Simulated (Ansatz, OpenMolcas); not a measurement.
## Errors in the atomisation enthalpy at 298 K

10 molecules holding an element from Na to Cl; the atomisation enthalpy at 298 K in kJ/mol, computed less measured. Shapes, held fixed at every level: PBE0-D4/def2-TZVP. Flexible molecules stand in one conformer, not always the lowest. Thermal terms are harmonic and unscaled (PBE0-D4/def2-TZVP); the spin-orbit lowering of the free atoms is taken from their spectra. Programs: Ansatz 0.2.0, OpenMolcas 26.06. Measured values: Active Thermochemical Tables, NIST-JANAF tables.

Levels: A = HF/def2-TZVPP; B = TPSS/6-311+G**; C = B3LYP-D4/def2-TZVPP; D = r2SCAN0-D4/def2-TZVPP.

| molecule | from tabulated heats | A | B | C | D |
| --- | --- | --- | --- | --- | --- |
| BCl3 (boron trichloride) | 1337 | -334 | -22 | -19 | +7 |
| S2F2 (Difluorodisulfane) | 1049 | -609 | -97 | -28 | -77 |
| PF3 (phosphorus trifluoride) | 1513 | -548 | -130 | -25 | -85 |
| SO3 (sulfur trioxide) | 1420 | -859 | -208 | -44 | -97 |
| CHClF2 (difluorochloromethane) | 1698 | -579 | -19 | -18 | -45 |
| SiH2Cl2 (dichlorosilane (DCS)) | 1449 | -353 | -41 | -27 | -14 |
| SO2F2 (sulfuryl fluoride) | 1693 | -883 | -256 | -53 | -91 |
| SF4 (sulfur tetrafluoride) | 1358 | -743 | -144 | -22 | -77 |
| SiF4 (silicon tetrafluoride) | 2382 | -613 | -198 | -69 | -98 |
| C2H5Cl (chloroethane) | 2756 | -713 | -1 | -6 | -23 |

Q: Sum up the errors.

A: 
```tsv
level	kind	mean error	mean absolute error	worst case
HF/def2-TZVPP	Hartree–Fock	-623.4	623.4	SO2F2
TPSS/6-311+G**	meta-GGA	-111.6	111.6	SO2F2
B3LYP-D4/def2-TZVPP	global hybrid	-31.1	31.1	SiF4
r2SCAN0-D4/def2-TZVPP	global hybrid	-60.0	61.4	SiF4
```

On this set B3LYP-D4/def2-TZVPP has the smallest mean absolute error and HF/def2-TZVPP the largest. HF/def2-TZVPP is too low in 10 of 10; TPSS/6-311+G** is too low in 10 of 10; B3LYP-D4/def2-TZVPP is too low in 10 of 10; r2SCAN0-D4/def2-TZVPP is too low in 9 of 10. The heats of SiH2Cl2, SO2F2, SF4 come from older tables and can be uncertain by 10 kJ/mol or more. Heats of the atoms come from ATcT where it has them, that of boron, 570 kJ/mol, from recent work. The levels differ in basis as well as in method. The tabulated value of S2F2 is in doubt (older tables, estimates, or at odds with other calculations) and kept here. Over the 9 molecules whose values aren't doubted the mean absolute errors are A 625.0; B 113.2; C 31.4; D 59.7. Hartree–Fock lacks correlation and underbinds. The set is small.

The TPSS errors split by bond type. They are modest for BCl3, CHClF2, SiH2Cl2 and C2H5Cl, but reach -130 to -256 kJ/mol in PF3, SF4, SiF4, SO3 and SO2F2, where a second-row centre is bound to fluorine or oxygen. Fluorine alone is not the cause, since CHClF2 is off by only -19. In these strongly polar bonds the positive central atom needs compact d functions to polarise its density and to accept lone-pair density into σ* orbitals, not to act as valence orbitals. The single d set of 6-311+G** describes this poorly. Underbinding on this scale is untypical of TPSS, so much of it probably comes from the basis, and the column is a poor measure of the functional.

Both hybrids, in a richer basis, still underbind SiF4, SO3 and SO2F2 markedly, which suggests a remaining error of functional or basis. B3LYP's lead over r2SCAN0 is not uniform either: it reverses for BCl3 and SiH2Cl2.
